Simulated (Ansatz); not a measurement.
SiH3I (SMILES [SiH3]I): the energy, rung by rung

The species is SiH3I (5 atoms), meant as a singlet with charge 0. As SMILES, `[SiH3]I`. Geometry: relaxed at PBE0-D4/def2-TZVP.

```csv
atom,x (Å),y (Å),z (Å)
Si,-0.1656,0.0693,-0.0773
I,1.9077,-0.9233,0.7378
H,-1.1444,0.0890,1.0339
H,-0.6713,-0.7557,-1.1984
H,0.1235,1.4470,-0.5373
```

Each level gives the energy change with the Si1–H5 bond stretched from 1.481 to 3.702 Å (eV). The values are calculated.

| level | kind | program | value (eV) | less FCI/STO-3G | CPU time (all runs) |
| --- | --- | --- | --- | --- | --- |
| HF/STO-3G (restricted) | Hartree–Fock | Ansatz | 9.97 | +5.15 | 1.4 s |
| BLYP/STO-3G (restricted) | GGA | Ansatz | 6.43 | +1.61 | 4.6 s |
| r2SCAN/STO-3G (restricted) | meta-GGA | Ansatz | 7.04 | +2.22 | 13 s |
| PBE0/STO-3G (restricted) | global hybrid | Ansatz | 7.56 | +2.74 | 4.4 s |
| CAM-B3LYP/STO-3G (restricted) | range-separated hybrid | Ansatz | 8.11 | +3.29 | 5 s |
| wB97M-V/STO-3G (restricted) | range-separated hybrid | Ansatz | 8.27 | +3.45 | 57 s |
| RPA@PBE/STO-3G (restricted) | RPA | Ansatz | 5.86 | +1.04 | 8 s |
| CCSD(T)/STO-3G (restricted) | coupled cluster or CI | Ansatz | 4.76 | -0.06 | 1.4 s |
| FCI/STO-3G | exact in the basis | Ansatz | 4.82 | 0.00 | 25 s |

FCI/STO-3G is exact within its basis and frozen core, so for wave-function methods in that basis the difference is their error; functionals converge differently with the basis, so for them it is only a difference. A spin-restricted reference rises too steeply as a bond breaks; here HF/STO-3G, BLYP/STO-3G, r2SCAN/STO-3G, PBE0/STO-3G, CAM-B3LYP/STO-3G, wB97M-V/STO-3G, RPA@PBE/STO-3G lie well above the multireference or unrestricted value. All-electron rows without a relativistic Hamiltonian named are non-relativistic. The first shape isn't each level's own minimum. The values span 4.76 to 9.97 eV. All rows use very small basis sets, so none should be taken for the real molecule's value. In the correlated wave-function rows the outer d shell of I is correlated, in sets not made for it. Times are those of the runs behind each value, whatever else they computed, on shared processors of several kinds: orders of magnitude only.

Stretching the Si–H bond exposes left-right correlation. A single doubly occupied σ orbital keeps ionic H⁺/H⁻ character that should vanish as the electrons separate, so Hartree–Fock climbs to 9.97 eV against 4.82 eV for FCI. Semilocal exchange partly mimics the missing correlation. Replacing it with exact exchange removes that compensation, which probably explains the rise from BLYP and r2SCAN through PBE0 to the range-separated hybrids. RPA also contains full exact exchange but breaks this pattern, because its correlation responds to the shrinking σ–σ* gap, though incompletely.

CCSD(T) recovers most of the effect, as expected when essentially one electron pair is being separated. Its slight undershoot suggests that the perturbative triples are beginning to overcorrect, so the close agreement need not persist at longer distances. Even the FCI rise exceeds the familiar Si–H bond strength, probably because the minimal hydrogen function is contracted for molecules and places the nearly free atom too high in energy. The ranking reflects bond breaking and says little about accuracy near equilibrium.
